Student: I need the mean Andreev conductance of a chaotic InAs dot, two modes to a normal lead and two to aluminium. Why not sample scattering matrices and be done?

Lecturer: Price it first, after checking the ensemble. Assume an area of 1 µm² and use the compiled band-edge mass 0.026 m_e (Vurgaftman 2001). Kramers doublets are spaced Δ = 2πħ²/(m*·area) = 18.4 µeV. With N1 = N2 = N = 2, each mode carrying two spins, the escape width is ħ/τ_D = 4Δ/2π = 11.7 µeV, or 0.136 K. A typical Rashba constant of 20 meV nm turns the spin one radian in ħ²/(2m*α) = 73 nm, far below the dot size. So at zero field β = 4. For kT and eV well below that width and the typical Al gap of 0.18 meV, I quote Beenakker's formula for an ideal interface: G = (4e²/h)A, A = Σ f(T_i), f = T²/(2−T)², one T per doublet.

Student: You are going to quote the distribution of the T too.

Lecturer: No. Time reversal makes S self-dual, S = S^R (the transpose for β = 1). Write S = W R W^R, W = diag(u, v) unitary, R = [[−cos θ, sin θ],[sin θ, cos θ]], T = sin²θ. The invariant length is Tr X X† with X = δW R + R δW^R + dR, δW = W†dW. For a pair i ≠ j let a, b be matching real components of δu_ij, δv_ij, and c = cos θ, s = sin θ. Self-dual (+) and anti-self-dual (−) components contribute 4[(1 ± c_i c_j)(a² + b²) ± 2 s_i s_j ab]. The two 2×2 determinants multiply to a constant times sin²(θ_i+θ_j) sin²(θ_i−θ_j) = (T_i − T_j)². There are β components of each kind and the volume takes the square root: |T_i − T_j|^β. On the diagonal the one self-dual component gives cos θ; each of the β−1 anti-self-dual ones enters as (a−b)² sin²θ and gives sin θ, with a+b redundant. And cos θ sin^(β−1)θ dθ ∝ T^(β/2−1) dT. Each unmatched mode has θ = 0 and adds sin^β θ_i. For min(N1,N2) eigenvalues,

P ∝ Π_{i<j} |T_i − T_j|^β Π_i T_i^(β(|N1−N2|+1)/2 − 1).

Independent left and right factors give the same form at β = 2.

Student: And the exact answer to test against?

Lecturer: Here P = (T1−T2)⁴ T1 T2 / Z. Selberg's integral gives Z = Π_{j=0,1} Γ(2+2j)Γ(1+2j)Γ(3+2j)/[Γ(5+2j)Γ(3)] = (1/24)(1/5) = 1/120. Integrating out one T,

ρ(T) = 120T⁵ − 320T⁴ + 360T³ − 192T² + 40T,

normalised to 2. With u = 2 − T, ρT² = 3648 − 15456u + higher powers, so ρf = 3648/u² − 15456/u + a quintic, and

⟨A⟩ = 10714 − 15456 ln 2 = 0.7171773.

The double integral of A² over P gives variance σ² = 0.05433, so σ/⟨A⟩ = 0.325. The closed form is our yardstick; the contestants are methods that survive a change of f.

Student: Then my sampling has relative standard error 0.325/√M for M samples.

Lecturer: Count real multiplications and divisions, four per complex product, random numbers free. The matrix dimension is D = 2(N1+N2) = 4N. Gram–Schmidt on a complex Gaussian matrix gives a Haar unitary U; column k needs k projections of 2D products, D³ in all at leading order. The t block of S = U U^R costs D³/4, t†t costs D³/8, and solving for Y = t†t(2 − t†t)⁻¹ costs (1/3 + 1)(D/2)³ = D³/6; then A = ½ Tr Y². That is (37/6)D³ real products, 3.2×10³ per sample at D = 8, with 2D² = 128 reals per stored matrix. Each digit costs a factor 100.

Student: And using P?

Lecturer: A product Gauss–Legendre grid, n tabulated nodes per T. P is symmetric and vanishes at coincidences, so only C(n,N) points count. Each takes N(N−1)/2 − 1 products of differences, two squarings, N weights and one factor Σf: N(N−1)/2 + N + 2. Preparing w·t and f costs 3n, and memory is 2n. For N = 2 the work is 5n(n−1)/2 + 3n. The rule is exact to degree 2n−1 and P has degree 4N−3 in each variable, so n ≥ 2N−1. From n = 3 on, only the pole terms are missed. With T = (1+x)/2 the pole sits at x = 3. The rule misses ∫dx/(z−x) by 2Q_n(z)/P_n(z); differentiating with the Wronskian P_nQ_n′ − P_n′Q_n = 1/(1−z²),

exact − grid = 1824/P_n(3)² − 15456·2Q_n(3)/P_n(3).

P_n(3) grows and Q_n(3) falls by 3+2√2 per step, so the gain per node tends to (3+2√2)² = 34.

Student: Circuit theory costs nothing at all.

Lecturer: Get it from P with its correction. Let W(z) = Σ 1/(z−T_i), q = z(1−z), a = β/2 − 1. The integral of Σ ∂_i[T_i(1−T_i)P/(z−T_i)] vanishes, which reads

(β/2) q⟨W²⟩ + a q⟨W′⟩ + a(1−z)⟨W⟩ + βN²/2 = 0.

Its 1/z term is exact: ⟨ΣT⟩ = 2N²/(4N−1) = 8/7 here. At large N, ⟨W²⟩ − ⟨W⟩² is of order one. Order N² gives W0 = N/√(z(z−1)), the arcsine density of circuit theory. Order N gives βqW0W1 = −a[qW0′ + (1−z)W0], so W1 = (a/2β)[1/(z−1) − 1/z], with a/2β = 1/8: weak antilocalisation. Since f = 1 − 4/(2−T) + 4/(2−T)², ⟨A⟩ = N − 4W(2) − 4W′(2) = N(1 − 1/√2) + 1/8 + O(1/N). The relative deviation falls as 1/N without the 1/8 and as 1/N² with it; for ⟨ΣT⟩ ≈ N/2 + 1/8 its size is exactly 1/(16N²). At fixed N there is no knob.

method | multiplications | ⟨A⟩ | relative deviation
large N, order N | 1 | 0.5857864 | −1.8×10⁻¹
large N, plus 1/8 | 1 | 0.7107864 | −8.9×10⁻³
grid n = 3 | 24 | 0.6515495 | −9.2×10⁻²
grid n = 4 | 42 | 0.7112703 | −8.2×10⁻³
grid n = 5 | 65 | 0.7168843 | −4.1×10⁻⁴
grid n = 6 | 93 | 0.7171651 | −1.7×10⁻⁵
grid n = 7 | 126 | 0.7171768 | −6.5×10⁻⁷
sampling M = 10² | 3.2×10⁵ | random | ±3.25×10⁻²
sampling M = 10⁴ | 3.2×10⁷ | random | ±3.25×10⁻³
sampling M = 10⁶ | 3.2×10⁹ | random | ±3.25×10⁻⁴

Student: The last two gains are 24 and 26, short of 34.

Lecturer: The double pole: 1/P_n² carries a factor growing like n, so the deviation goes asymptotically as n·34⁻ⁿ. Now choose. For 1 per cent the corrected formula is cheapest, though it passes narrowly and carries no bound of its own; sampling needs 1.06×10³ matrices, 3.3×10⁶ products. For 10⁻³ take n = 5, for 10⁻⁴ n = 6, for 10⁻⁶ n = 7. By budget: within 30 products the formula beats n = 3 tenfold; within 50, n = 4 only draws level with it; within 100 take n = 6; within 10⁶ sampling reaches 1.8 per cent while the grid has long hit rounding.

Student: Unfair. I could draw the T straight from P. And you could integrate ρf in one dimension.

Lecturer: Grant yourself a sample at the 5 products of one grid point: 1 per cent still costs 5.3×10³ against 42. As for ρ, yes: for n ≥ 3 the one-dimensional rule returns the same numbers at 9n products (five for ρ, two for f, two to combine), 63 against 126 at n = 7. But it needs ρ derived for each N and yields no variance.

Student: So sampling never wins?

Lecturer: The smallest grid has C(2N−1,N) points, growing like 4^N. For sampling, σ stays of order one while ⟨A⟩ ∝ N, so at fixed relative accuracy M ∝ 1/N² and the work ∝ N. At N = 12 the smallest grid has 1352078 points at 80 products, 1.1×10⁸. Assuming σ keeps its N = 2 value, with ⟨A⟩ ≈ 3.64, 1 per cent takes 41 samples, 2.8×10⁷ products. By then the formula is the first thing to try for a mean. Sampling keeps whatever P does not describe in this form: tunnel barriers in the contacts, dephasing probes, intermediate fields.

Student: What do I expect in the cryostat?

Lecturer: The model's mean is 111.1 µS, against (2e²/h)(8/7) = 88.5 µS with the aluminium normal, a ratio of 1.255. One gate configuration scatters about it by σ, a third of the mean. An imperfect InAs–Al interface typically lowers the mean, and dephasing erodes the 1/8, which is 17 per cent of it; neither is in the model. Typical masses in populated InAs wells, 0.03 to 0.04 m_e, lower Δ by 13 to 35 per cent and tighten the temperature condition without changing P. Digits past the second test the method and say nothing more about the dot.